Dear colleague,

A long bar of n-GaAs biased above threshold normally breaks into a travelling domain. In the limited-space-charge-accumulation (LSA) mode, analysed by Copeland in 1967, the circuit swings the field below threshold once per cycle and erases the space charge before it matures. Below I derive the growth law of an accumulation layer, the multiplication per cycle and the limits on $n_0/f$, and then put in numbers for 50 GHz. Two of the limits rest on chosen tolerances, and I mark where these enter.

## Premises and conventions

1. One dimension. The cathode is on the left and electrons, of charge $-e$, drift towards $+x$. I write $E$ for minus the $x$ component of the electric field, so $E>0$ drives electrons towards $+x$.
2. Fully ionised donors of density $n_0$; no holes, traps or impact ionisation; fixed lattice temperature.
3. The drift velocity is a local, instantaneous function $v(E)$, with differential mobility $\mu_d=dv/dE$, negative in the range of negative differential conductivity (NDC). The diffusion coefficient $D_n$ is constant.
4. The permittivity $\varepsilon$ is the static one.
5. A resonant circuit fixes the terminal voltage, so the mean field is $E(t)=E_b-E_{rf}\cos\phi$, with $\phi=2\pi ft$ counted from the field minimum and $T=1/f$. Angle brackets denote an average over one period.

With this sign convention Poisson's equation and electron continuity are

$$\frac{\partial E}{\partial x}=\frac{e}{\varepsilon}(n-n_0),\qquad \frac{\partial n}{\partial t}+\frac{\partial}{\partial x}\Big[n\,v(E)-D_n\frac{\partial n}{\partial x}\Big]=0. \tag{1}$$

## The layer equation

Take fixed planes $x_1<x_2$ that enclose the layer and lie in neutral material, where $n=n_0$, $\partial n/\partial x=0$, and the fields are $E_1$ (cathode side) and $E_2$ (anode side). Let $N_s=\int_{x_1}^{x_2}(n-n_0)\,dx$ be the excess electron number per area. Integrating Poisson's equation gives

$$\Delta\equiv E_2-E_1=\frac{e}{\varepsilon}N_s .$$

Integrating continuity gives $dN_s/dt$ as inflow minus outflow. The diffusion flux vanishes at both planes, so $dN_s/dt=n_0v(E_1)-n_0v(E_2)$. Combining the two,

$$\frac{d(E_2-E_1)}{dt}=\frac{en_0}{\varepsilon}\,\big[v(E_1)-v(E_2)\big]. \tag{2}$$

Within the premises this is exact. Neither the shape of the layer, nor its speed, nor $D_n$ appears, since diffusion only moves charge about between the planes. An accumulation layer has $\Delta>0$; if both fields lie in the NDC range the electrons behind it are faster than those ahead, and it grows. With the chord mobility $\bar\mu=[v(E_2)-v(E_1)]/\Delta$, Eq. (2) reads $d\Delta/dt=-(en_0/\varepsilon)\bar\mu\Delta$, so growth stops when $v(E_1)=v(E_2)$.

## Small charge: multiplication per cycle

For small $\Delta$, both fields differ from the imposed $E(t)$ by amounts of order $\Delta$, and $\bar\mu=\mu_d(E(t))+O(\Delta)$. To first order

$$\frac{d\Delta}{dt}=-\omega_d(t)\,\Delta,\qquad \omega_d(t)=\frac{en_0}{\varepsilon}\,\mu_d\big(E(t)\big). \tag{3}$$

Dividing by $\Delta$ and integrating over a period,

$$g=\frac{\Delta(t+T)}{\Delta(t)}=\exp\Big[-\frac{en_0}{\varepsilon}\oint\mu_d\,dt\Big]=e^{-\Lambda},\qquad \Lambda=h\langle\mu_d\rangle,\qquad h=\frac{e}{\varepsilon}\,\frac{n_0}{f}. \tag{4}$$

Doping and frequency enter only through $n_0/f$, because $\oint\mu_d\,dt=\langle\mu_d\rangle/f$ and the average depends on the waveform alone.

The same factor governs a small charge of any shape. Put $n=n_0+\delta n$ and $E\to E(t)+\delta E$ in Eq. (1). The first-order flux is $n_0\mu_d\,\delta E+v\,\delta n-D_n\partial_x\delta n$, and $\partial_x\delta E=e\,\delta n/\varepsilon$, so

$$\partial_t\delta n+v(t)\,\partial_x\delta n+\omega_d(t)\,\delta n=D_n\partial_x^2\delta n. \tag{5}$$

A component $e^{iqx}$ is multiplied per cycle by $\exp[-\Lambda-iq\langle v\rangle T-D_nq^2T]$. The pattern advances by $\langle v\rangle/f$, and diffusion adds damping only at short wavelength, so $q\to0$ is the worst case.

Split $\mu_d$ into its positive and negative parts, and define the decay and growth exponents

$$A=h\langle\max(\mu_d,0)\rangle,\qquad G=h\langle\max(-\mu_d,0)\rangle,\qquad \Lambda=A-G. \tag{6}$$

If $\mu_d\le0$ at all fields above the threshold $E_T$, growth runs without interruption from the upward to the downward crossing of $E_T$, and $e^{G}$ is the largest amplification within a cycle.

Note that the sign of $\Lambda$ does not depend on $n_0/f$. Net decay, $\langle\mu_d\rangle>0$, is a condition on bias and amplitude. Only a demand on the size of $\Lambda$ bounds $n_0/f$.

## Why power can still be generated

With a uniform field the conduction current density is $en_0v(E(t))$; the displacement current carries no mean power. The power absorbed per volume is $en_0\langle vE\rangle=en_0E_b\langle v\rangle-en_0E_{rf}\langle v\cos\phi\rangle$. The first term comes from the bias supply, so the rf output is $P_{rf}=en_0E_{rf}\langle v\cos\phi\rangle$. Integrate by parts with $dv/d\phi=\mu_dE_{rf}\sin\phi$; the boundary term vanishes over a period, leaving $\langle v\cos\phi\rangle=-E_{rf}\langle\mu_d\sin^2\phi\rangle$. Hence

$$P_{rf}=-\tfrac12en_0\mu_{rf}E_{rf}^2,\qquad \mu_{rf}=2\langle\mu_d\sin^2\phi\rangle,\qquad \eta=\frac{-\mu_{rf}E_{rf}^2}{2E_b\langle v\rangle}. \tag{7}$$

Control needs $\langle\mu_d\rangle>0$ and generation needs $\langle\mu_d\sin^2\phi\rangle<0$. Both can hold, because the weight $\sin^2\phi$ vanishes at the field minimum, where the large positive mobility acts. The two conditions confine $E_{rf}$ to an interval.

## The two bounds on $n_0/f$

**Upper bound.** The linear picture and the uniform-field power of Eq. (7) need $\Delta$ to stay below a tolerated $\Delta_{tol}$, of the order of the width of the NDC range. For a seed $\Delta_0$ at the upward threshold crossing this means $G\le G_{max}=\ln(\Delta_{tol}/\Delta_0)$.

A doping step supplies such a seed. Let the cathode side have $n_0$ and the anode side $n_0(1-\delta)$, with both planes far from the step. The donor charge is fixed, so the steps leading to Eq. (2) now give $d\Delta/dt=(e/\varepsilon)[n_0v(E_1)-n_0(1-\delta)v(E_2)]$. To first order in $\delta$, with $y=\Delta/\delta$,

$$\frac{dy}{dt}=-\omega_d\,y+\frac{en_0}{\varepsilon}\,v(t).$$

The integrating factor gives $y$ as an integral over the whole past. Each earlier period contributes the same integral times one more factor $g$, and for $g<1$ the geometric series sums to

$$y(t)=\frac{1}{1-g}\int_{t-T}^{t}\frac{en_0}{\varepsilon}\,v(t')\exp\Big[-\int_{t'}^{t}\omega_d\,dt''\Big]dt'. \tag{8}$$

The effective seed is $\Delta_0=\delta\,y_{max}e^{-G}$.

**Lower bound.** The cathode contact pins the field near it at a low value and launches a fresh layer in each cycle. By Eq. (5), once such a layer is small it moves $\langle v\rangle/f$ and shrinks by $e^{-\Lambda}$ per cycle, so the disturbed region has the decay length $\ell=\langle v\rangle/(f\Lambda)$. Requiring $\Lambda\ge\Lambda_{min}=1$ makes $\ell$ shorter than the spacing of successive layers, and holds the memory factor $1/(1-g)$ below 1.58. This is a design margin and no instability threshold. For $h\to0$ the exponential in Eq. (8) tends to one and $1-g\to h\langle\mu_d\rangle$, so $y\to\langle v\rangle/\langle\mu_d\rangle$, which is finite. The circuit pushes in the same direction: the ratio of the susceptance to the negative conductance of the bar is $Q_d=2\pi f\varepsilon/(en_0|\mu_{rf}|)=2\pi/(h|\mu_{rf}|)$, which rises as $n_0/f$ falls, until circuit loss outweighs the negative conductance.

**Window.** From Eqs. (4) and (6),

$$\frac{\varepsilon}{e}\,\frac{\Lambda_{min}}{\langle\mu_d\rangle}\;\le\;\frac{n_0}{f}\;\le\;\frac{\varepsilon}{e}\,\frac{G_{max}}{\langle\max(-\mu_d,0)\rangle}. \tag{9}$$

It is open only if $A/G\ge1+\Lambda_{min}/G_{max}$, a condition on the waveform alone.

## Closed forms for a three-piece characteristic

Take $\mu_d=\mu_+$ below $E_T$, $\mu_d=-\mu_-$ between $E_T$ and $E_V$, and $v=v_V$ above $E_V$. Continuity of $v$ fixes $v_p=\mu_+E_T$ and $E_V=E_T+(v_p-v_V)/\mu_-$, and for $E>-E_T$

$$v=v_V+\mu_-\max(E_V-E,0)-(\mu_++\mu_-)\max(E_T-E,0).$$

For $E_b-E_{rf}<E_T$ and $E_b+E_{rf}>E_V$, the crossings lie at $\cos\phi_T=(E_b-E_T)/E_{rf}$ and $\cos\phi_V=(E_b-E_V)/E_{rf}$. The waveform is even in $\phi$, so averages may be taken over $0$ to $\pi$. The time fractions are $p_+=\phi_T/\pi$ and $p_-=(\phi_V-\phi_T)/\pi$, and

$$A=h\mu_+p_+,\qquad G=h\mu_-p_-,\qquad \langle\mu_d\rangle=\mu_+p_+-\mu_-p_- .$$

With $S(\phi)=\int_0^\phi2\sin^2u\,du=\phi-\sin\phi\cos\phi$ and $C(\phi)=\int_0^\phi(\cos u-\cos\phi)\,du=\sin\phi-\phi\cos\phi$, and using $E_T-E=E_{rf}(\cos u-\cos\phi_T)$ and its analogue for $E_V$,

$$\mu_{rf}=\frac{(\mu_++\mu_-)S(\phi_T)-\mu_-S(\phi_V)}{\pi},\qquad \langle v\rangle=v_V+\frac{E_{rf}}{\pi}\big[\mu_-C(\phi_V)-(\mu_++\mu_-)C(\phi_T)\big]. \tag{10}$$

While $E_1$ and $E_2$ lie on the same straight piece, Eq. (3) is exact for this characteristic.

## Range of validity

*Linearity.* Eqs. (3) to (9) need $\Delta$ small against $E_V-E_T$. Beyond that use Eq. (2). Since $\bar\mu\ge-\mu_-$ always, and growth ends once the cathode side has dropped to $v_V/\mu_+$ with the anode side above $E_V$, the amplification saturates; but the two sides then cross threshold at different times and Eq. (7) no longer gives the power.

*Length.* The neutral regions must exist and carry most of the voltage: $L\gg\langle v\rangle/f$ and $L\gg\ell$.

*Diffusion.* It leaves $\Delta$ unchanged and suppresses growth only for $q^{-1}<(D_n/|\omega_d|)^{1/2}$.

*Instantaneous response.* This is the weak premise. Let the velocity difference across the layer follow its static value with a lag $\tau$: $\tau\,d\delta v/dt=\mu_d\Delta-\delta v$, while $d\Delta/dt=-(en_0/\varepsilon)\,\delta v$. For constant $\mu_d$ and $\Delta\propto e^{st}$, eliminating $\delta v$ gives

$$\tau s^2+s+\omega_d=0,\qquad s=\frac{-1\pm\sqrt{1-4\omega_d\tau}}{2\tau}. \tag{11}$$

The upper root reduces to $-\omega_d$ only for $|\omega_d|\tau\ll1$. Below threshold $\tau$ is the momentum relaxation time $\tau_m=m^*\mu_+/e$. For $\omega_d\tau_m>1/4$ the charge rings as a damped plasma oscillation with envelope rate $1/(2\tau_m)$, which no longer rises with $n_0$. The pure $n_0/f$ scaling then fails. In the NDC range the lag comes from energy relaxation and intervalley transfer, and it slows the growth.

*Permittivity.* The static value requires all rates to lie well below the TO phonon frequency.

## Numbers for GaAs at 50 GHz

Compiled values: static dielectric constant 12.87 at 300 K (Rakita 2019), Γ electron mass $0.067\,m_e$ at 0 K (Vurgaftman 2001), TO frequency 271 cm$^{-1}$ (Han 2011). Typical inputs for the model characteristic: $\mu_+=6500$ and $\mu_-=2000$ cm$^2$/V s, $E_T=3.2$ kV/cm, $v_V=1.0\times10^7$ cm/s. These give $v_p=2.08\times10^7$ cm/s, $E_V=8.6$ kV/cm and an NDC width of 5.4 kV/cm. The tolerances are chosen as $\Lambda_{min}=1$ and $G_{max}=5$, an amplification of 148.

With $n_0=5\times10^{15}$ cm$^{-3}$ and $T=20$ ps, $n_0/f=1.0\times10^5$ s cm$^{-3}$. Then $e/\varepsilon=1.406\times10^{-7}$ V cm, $h\mu_+=91.4$ and $h\mu_-=28.1$, and the dielectric times $1/|\omega_d|$ are 0.219 ps below threshold and 0.711 ps in the NDC range. The faster rate, $4.57\times10^{12}$ s$^{-1}$, lies well below $\omega_{TO}=5.10\times10^{13}$ s$^{-1}$.

Bias at $E_b=20$ kV/cm. Then $\langle\mu_d\rangle$ turns positive at $E_{rf}=17.1$ kV/cm and $\mu_{rf}$ turns positive at 20.0 kV/cm. Between these limits, with mobilities in $10^2$ cm$^2$/V s, $G$ and $\Lambda$ at the working $n_0/f$, and the edges of Eq. (9) in s cm$^{-3}$:

| $E_{rf}$ (kV/cm) | $p_+$ | $p_-$ | $\langle\mu_d\rangle$ | $\mu_{rf}$ | $\eta$ (%) | $G$ | $\Lambda$ | lower ($10^4$) | upper ($10^5$) |
|---|---|---|---|---|---|---|---|---|---|
| 17.5 | 0.090 | 0.184 | 2.2 | −1.9 | 12.5 | 5.17 | 3.09 | 3.2 | 0.97 |
| 18 | 0.117 | 0.165 | 4.3 | −1.6 | 11.4 | 4.63 | 6.05 | 1.7 | 1.08 |
| 19 | 0.155 | 0.140 | 7.2 | −0.87 | 7.1 | 3.95 | 10.2 | 0.98 | 1.27 |

The third figures only show the trend. A deeper swing widens the window at both ends and costs efficiency; this trade is set by the load that you present to the diode.

Take the middle row, where the field runs from 2 to 38 kV/cm, $\phi_T=0.367$ and $\phi_V=0.885$. A small charge grows by $e^{G}=103$, decays with $A=10.7$, and is left at $g=2.4\times10^{-3}$ per cycle. The mean velocity is $1.17\times10^7$ cm/s, the advance per cycle 2.33 µm, and $\ell=0.39$ µm, so a 50 µm bar at 100 V holds 21 such advances. $Q_d$ is 2.7 here and would be 16 at the lower edge. The current density is 9.3 kA/cm$^2$ and the dc power density $1.9\times10^8$ W/cm$^3$; with a typical heat capacity of 1.8 J/cm$^3$ K the uncooled heating rate is $9\times10^7$ K/s, so a bar of this length is a pulsed device. With a typical $D_n\approx200$ cm$^2$/s diffusion stabilises only $q^{-1}<0.12$ µm.

Eq. (8), evaluated piece by piece, gives $y=2.9$ kV/cm at the upward crossing of $E_T$, 111 kV/cm at the upward crossing of $E_V$, 212 kV/cm at the downward crossing of $E_V$, and $2.2\times10^3$ kV/cm at the downward crossing of $E_T$, which is the maximum. The effective seed is $21.5\,\delta$ kV/cm, since the step keeps feeding charge all through the high-field part of the cycle; the ohmic divider value $\delta E_T$ would be 6.7 times too small. For $h\to0$, $y$ is only 27 kV/cm, which confirms that the danger lies at the upper edge. With $\Delta_{tol}=5.4$ kV/cm the linear regime ends at $\delta=0.24$ %. For a 1 % step, holding the seed factor fixed, $G_{max}=3.2$ and the upper edge drops to $7\times10^4$ s cm$^{-3}$. The excess peaks just before the quench, so oscillation need not stop there, but the uniform-field efficiency is lost.

Two neglected terms rival these exponents. First, the real velocity keeps falling above $E_V$. The field spends a fraction 0.718 of the cycle there, and an illustrative slope of $-100$ cm$^2$/V s moves 1.0 from $\Lambda$ to $G$, which lowers the upper edge to $0.89\times10^5$ s cm$^{-3}$. Second, inertia: $\tau_m=0.248$ ps gives $\omega_d\tau_m=1.13$, and critical damping is passed already at $n_0=1.1\times10^{15}$ cm$^{-3}$. The envelope rate is 2.02 ps$^{-1}$, and over the 2.34 ps below threshold $A$ falls from 10.7 to 4.7. A typical lag of about 1 ps in the NDC range lowers the growth rate from 1.41 to 0.79 ps$^{-1}$, and over 3.30 ps $G$ falls to 2.6, leaving $\Lambda\approx2.1$. Because $A$ is now capped, $\Lambda\ge1$ itself limits the doping from above, at about $1.7\times10^5$ s cm$^{-3}$, before $G$ reaches 5. These estimates apply Eq. (11) piece by piece without matching, and ignore the slow return of electrons from the upper valleys, which shortens the useful time below threshold; trust the first figure at most.

The model's answer is therefore a quasi-static window of roughly $2\times10^4$ to $1\times10^5$ s cm$^{-3}$ at $E_{rf}=18$ kV/cm, with the working point close to its upper edge and a factor of about two of uncertainty on that edge. As typical knowledge and not as a measurement, the window usually quoted for GaAs is about $2\times10^4$ to $2\times10^5$ s cm$^{-3}$, so the quasi-static upper edge is low by about half, while the model's efficiency is high, probably by a factor of two or more, against the few per cent typical at millimetre wavelengths. Since both edges scale with the chosen $\Lambda_{min}$ and $G_{max}$, the nearness of the lower edge tests nothing; what you can test is the loss of control when $E_{rf}$ falls towards the zero of $\langle\mu_d\rangle$, and the sensitivity to doping uniformity as $n_0/f$ rises.